Appendix. Limits and scaling of the virial pressure of a Coulomb system

A.1 Theorem and conventions

Take nonrelativistic electrons and point nuclei with pure Coulomb interactions at zero temperature. E = T + U is the ground-state energy per atom, counted from all electrons and nuclei at rest at infinite separation. U includes the nuclear repulsion, V is the volume per atom and P = −dE/dV. Stretch the cell, the nuclear positions and the exact wavefunction by a factor λ. The stretched function fits the stretched cell and has energy T/λ² + U/λ. This is an upper bound to E(λ) that touches it at λ = 1, so the slopes agree there: dE/dλ = −2T − U. With V ∝ λ³,

3PV = 2T + U,  T = 3PV − E,  U = 2E − 3PV.  (A1)

With clamped nuclei T is electronic. The stretch follows the equilibrium structure if internal coordinates are fixed by symmetry, as in bcc, or relaxed. With moving nuclei T includes their kinetic energy. For a diatomic with clamped nuclei the same step gives 2T + U = −R dE/dR.

A.2 Dimensional analysis

The constants ħ, m and q = e²/4πε₀ form one energy, E_h = mq²/ħ² = 4.36×10⁻¹⁸ J, and one length, a₀ = ħ²/mq. The pressure unit is E_h/a₀³ = 2.94×10¹³ Pa. Hence E = E_h φ(V/a₀³; Z, m/M), with M the nuclear mass. The Hellmann–Feynman theorem gives T = −m ∂E/∂m (all masses scaled together) and U = q ∂E/∂q. Since E_h ∝ mq² and V/a₀³ ∝ m³q³, the first derivative is 3PV − E and the second 2E − 3PV, which is (A1) again.

Let x = (V₀/V)^(1/3), or x ∝ 1/R for a diatomic, so that 3PV = dE/d ln x. A term c xⁿ in E contributes

n c xⁿ to 3PV,  (n − 1) c xⁿ to T,  (2 − n) c xⁿ to U.  (A2)

Only n = 2 is purely kinetic and only n = 1 purely potential. At P = 0, (A1) gives B₀ = −(1/3) dT/dV: the lattice is stable against uniform strain exactly when compression raises the kinetic energy.

A.3 The model curve

With f = (x² − 1)/2 and ξ = B′ − 4, the third-order Birch–Murnaghan (BM) form and its virial parts, counted from V₀, are

ΔE = (9/2) B₀V₀ f² (1 + ξf),
P = 3B₀ f (1 + 2f)^(5/2) (1 + 3ξf/2),
ΔT = 9B₀V₀ [f + (3/2)(1 + ξ) f² + (5/2) ξf³],  (A3)
ΔU = −9B₀V₀ [f + (1 + 3ξ/2) f² + 2ξf³].

Inputs are approximate values typical of bcc Li at low temperature, where bcc is commonly replaced by close-packed phases: V₀ = 2.1×10⁻²⁹ m³, B₀ = 13 GPa, B′ = 3.5, cohesive energy E_c = 260 zJ (1 zJ = 10⁻²¹ J) and atomic energy −7.478 E_h = −3.26×10⁻¹⁷ J. Then V₀/a₀³ = 142, B₀V₀ = 273 zJ = 0.063 E_h, and T(V₀) = −E(V₀) = 3.29×10⁻¹⁷ J.

A.4 Small strain

Let η = 1 − V/V₀. For any smooth E(V) with given B₀ and B′,

P = B₀η [1 + (B′ + 1)η/2],
ΔE = (B₀V₀η²/2) [1 + (B′ + 1)η/3],
3PV = 3B₀V₀η [1 + (B′ − 1)η/2],  (A4)
ΔT = 3B₀V₀η [1 + (3B′ − 4)η/6],
ΔU = −3B₀V₀η [1 + (3B′ − 5)η/6],

each up to relative order η². T and U move at first order and cancel, leaving ΔE/ΔT → η/6. Compression by 10 per cent in volume means η = 0.1 and f = 0.0364. The third figures below show the convergence of the series; the inputs support two.

quantity | leading term | (A4) | full BM
P (GPa) | 1.30 | 1.59 | 1.65
ΔE (zJ) | 1.4 | 1.6 | 1.6
3PV (zJ) | 81.9 | 92.1 | 93.3
ΔT (zJ) | 81.9 | 90.8 | 91.7
ΔU (zJ) | −81.9 | −89.4 | −90.1

The model's ΔT is 57 times its ΔE, close to 6/η = 60. The quadratic term of ΔT reaches a tenth of the linear one at η = 0.6/(3B′ − 4) = 0.092, so this setting lies at the end of the linear regime. In general the control parameter is B′η/2. A unit change of B′ shifts ΔT by 9B₀V₀(3f²/2 + 5f³/2) = 5.2 zJ.

On the absolute scale ΔT is 0.28 per cent of T(V₀). Obtaining P to 1 per cent directly from 2T + U requires that sum to 1.4×10⁻⁵ of 2T. Relativistic terms, of relative order (Zα)² = 4.8×10⁻⁴, exceed this level. They sit mostly in the 1s core and largely drop out of differences. A pseudopotential is not homogeneous of degree −1, and the Kohn–Sham kinetic energy omits the correlation part of T, so neither can be inserted in (A1) as it stands.

A.5 Strong compression

BM contains the powers n = 0, 2, 4, 6, and its x⁶ coefficient is (9/16) ξB₀V₀. For ξ > 0 it tends to T = 5E, U = −4E; for ξ = 0 to T = 3E, U = −2E. For ξ = −1/2 the condition dP/df = 0 reads 27f² − 22f − 4 = 0, and the positive root is a spurious pressure maximum at V/V₀ = 0.20.

The true limit is a uniform gas of all Z electrons around clamped nuclei. Define r_s by V = Z(4π/3) r_s³ a₀³, so x ∝ 1/r_s. Per electron, in E_h,

E/Z = a/r_s² − b/r_s − c₀ + …  (A5)

Here a = (3/10)(9π/4)^(2/3) = 1.105. The coefficient b sums exchange, (3/4π)(9π/4)^(1/3) = 0.458, and the electrostatic energy of a nucleus in its neutralising sphere, (3/2 − 3/5) Z^(2/3); for Z = 3, b = 2.33. By (A2), T/E → 1 and P = P_F (1 − 1.05 r_s), with P_F the free Fermi pressure and 1.05 = b/2a. The constant comes from screening. In a sphere of radius R_s = Z^(1/3) r_s the potential is (Z/R_s)(1/u + u²/2) plus a constant, u = r/R_s, and the bracket has volume variance 108/175. Linear Thomas–Fermi response, δn = (3n/2E_F) δφ with E_F = 5a/3r_s², gives c₀ = (3/4)(108/175)(3/5a) Z^(4/3) = 1.09. This is an estimate of size, since local response overstates short wavelengths. As an n = 0 term it adds c₀ to T, −2c₀ to U and nothing to P.

The crossover from bound to kinetic behaviour is E = 0, where T = −U = 3PV. Two terms of (A5) place it at r_s = a/b = 0.47, V/V₀ = 0.009, P ≈ 1×10¹⁴ Pa. There c₀ is 22 per cent of a/r_s², and keeping it moves the root to r_s = 0.40, V/V₀ = 0.006. Only the order of magnitude is fixed. At V₀, r_s = 2.24 and (A5) is useless. Neither form covers the range between about 0.2 V₀ and 0.01 V₀.

A.6 Expansion

At both ends P = 0 and T = −E, so T(V₀) exceeds the free-atom value by E_c and U lies 2E_c below it. Expansion first lowers T by 3B₀V₀|η|. The model's T crosses the atomic value, ΔT = −E_c, at V/V₀ ≈ 1.5, and its spinodal, the negative root of the quadratic above, lies at V/V₀ = 1.73 with P = −2.7 GPa. Both are extrapolations. As V → ∞, BM tends to (9/8)(1 − ξ/2)B₀V₀ = 384 zJ, a value set by B₀ and B′ with no tie to E_c, and approaches it as x². Separated neutral atoms approach their limit as −Cx⁶ with C > 0 from dispersion, so T − T_atom = −5Cx⁶ and U − U_atom = +4Cx⁶: T returns to the atomic value from below. A diatomic has the same R⁻⁶ tail. As R → 0 its diverging repulsion has n = 1 and adds nothing to T, which tends to minus the united-atom energy.

A.7 Nuclear mass

For m/M → 0 the leading correction is the zero-point energy, ∝ M^(−1/2). A Debye model with the approximate inputs Θ = 340 K and Grüneisen parameter γ = 0.9 gives E_z = (9/8) k_BΘ = 5.3 zJ, with E_z ∝ x^(3γ). Its pressure at V₀ is γE_z/V₀ = 0.23 GPa, 14 per cent of the tabulated P, and E_z grows by 0.53 zJ over the compression, 33 per cent of ΔE. It therefore matters which curve was fitted. If BM describes the total energy, the table holds with nuclear motion included in T; if it describes the static lattice, these terms must be added. By (A2) the zero-point term adds (3γ − 1)E_z = 9.0 zJ to T. Only E_z/2 = 2.6 zJ of this is nuclear kinetic energy in a harmonic crystal, and the rest is electronic. The 9.0 zJ changes by 0.9 zJ over the compression, 1 per cent of ΔT. At finite temperature (A1) holds for thermal averages with E the internal energy and P = −∂F/∂V, so an isothermal fit yields ΔF and needs the entropy term before use.

To the two figures that the inputs carry, the model gives ΔT ≈ +92 zJ and ΔU ≈ −90 zJ per atom for a 10 per cent volume compression, both linear in the assumed B₀V₀.